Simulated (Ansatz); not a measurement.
## Eu: pressure and energy change per atom against volume scale

Results calculated with Ansatz 0.2.0, not measured. Plane-wave DFT, scalar-relativistic PAW made under PBE with cores redone for the functional, no dispersion; the given relaxed cell is scaled uniformly, energy at zero smearing counts from the unscaled cell, pressure at the given Fermi-Dirac smearing is positive in compression.

The cell before it is scaled or strained (space group Im-3m, No. 229):
```
CELL_PARAMETERS angstrom
4.45680 0.00000 0.00000
0.00000 4.45680 0.00000
0.00000 0.00000 4.45680
ATOMIC_POSITIONS crystal
Eu 0.00000 0.00000 0.00000
Eu 0.50000 0.50000 0.50000
```

Settings of every row: spin polarised yes; functional r2SCAN; wave cutoff 500 eV; smearing width 0.05 eV; k mesh 9x9x9.

Atom:
```csv
element,starting moment (Bohr magneton)
Eu,6.97
Eu,-6.97
```

Limits: a known weakness of the program can leave such a cell on a higher state; open f shell: the state may not be the lowest.

```csv
row,volume scale,V (Å³/atom),pressure (GPa),energy change per atom (meV),largest site moment (Bohr magneton)
1,0.88,38.951,1.89,28.35,6.93
2,0.92,40.722,1.14,11.56,6.94
3,0.96,42.492,0.5,2.42,6.96
4,1.04,46.033,-0.52,3.27,6.99
5,1.08,47.804,?,?,?
6,1.12,49.574,-1.23,22.98,7.01
```

Question: what pressure and energy change per atom should row 5 give?

Worked fit of pressure. Take u = (V_r/V)^(2/3) − 1 with V_r = 42.492 Å³ an atom, which is twice the finite (Eulerian) strain; such expansions in the strain, on which the Birch-Murnaghan equation of state is built, carry the rest volume and the bulk modulus. The shown rows have u = 0.05972, 0.02877, 0, -0.05196, -0.09766. Least squares give pressure = 0.495 + 21.25 × u + 36.4 × u² GPa; a straight line predicts inner rows, each left out in turn, worse (root mean square 0.11 against 0.011 GPa). The rows lie off it by 0.00, 0.00, 0.01, -0.01, 0.00. The withheld row has u = -0.07552, so the fit gives 0.495 + 21.25 × (-0.07552) + 36.4 × (-0.07552)² = -0.90 GPa.

The calculation gave -0.9 GPa. The fit meets it to the printed digit.

Worked fit of energy change per atom. Take u = (V_r/V)^(2/3) − 1 with V_r = 42.492 Å³ an atom, which is twice the finite (Eulerian) strain; such expansions in the strain, on which the Birch-Murnaghan equation of state is built, carry the rest volume and the bulk modulus. The shown rows have u = 0.05972, 0.02877, 0, -0.05196, -0.09766. Least squares give energy change per atom = 2.378 + 191.9 × u + 4113.9 × u² meV; a straight line predicts inner rows, each left out in turn, worse (root mean square 12 against 0.34 meV). The rows lie off it by -0.16, 0.26, 0.04, -0.24, 0.11 (root mean square 0.18 meV). The withheld row has u = -0.07552, so the fit gives 2.378 + 191.9 × (-0.07552) + 4113.9 × (-0.07552)² = 11.35 meV.

The calculation gave 11.24 meV. The fit lies 0.11 meV (0.42 % of the column's range) above it; its largest miss of a shown row is 0.26 meV.

The other values of row 5: largest site moment 7 Bohr magneton.
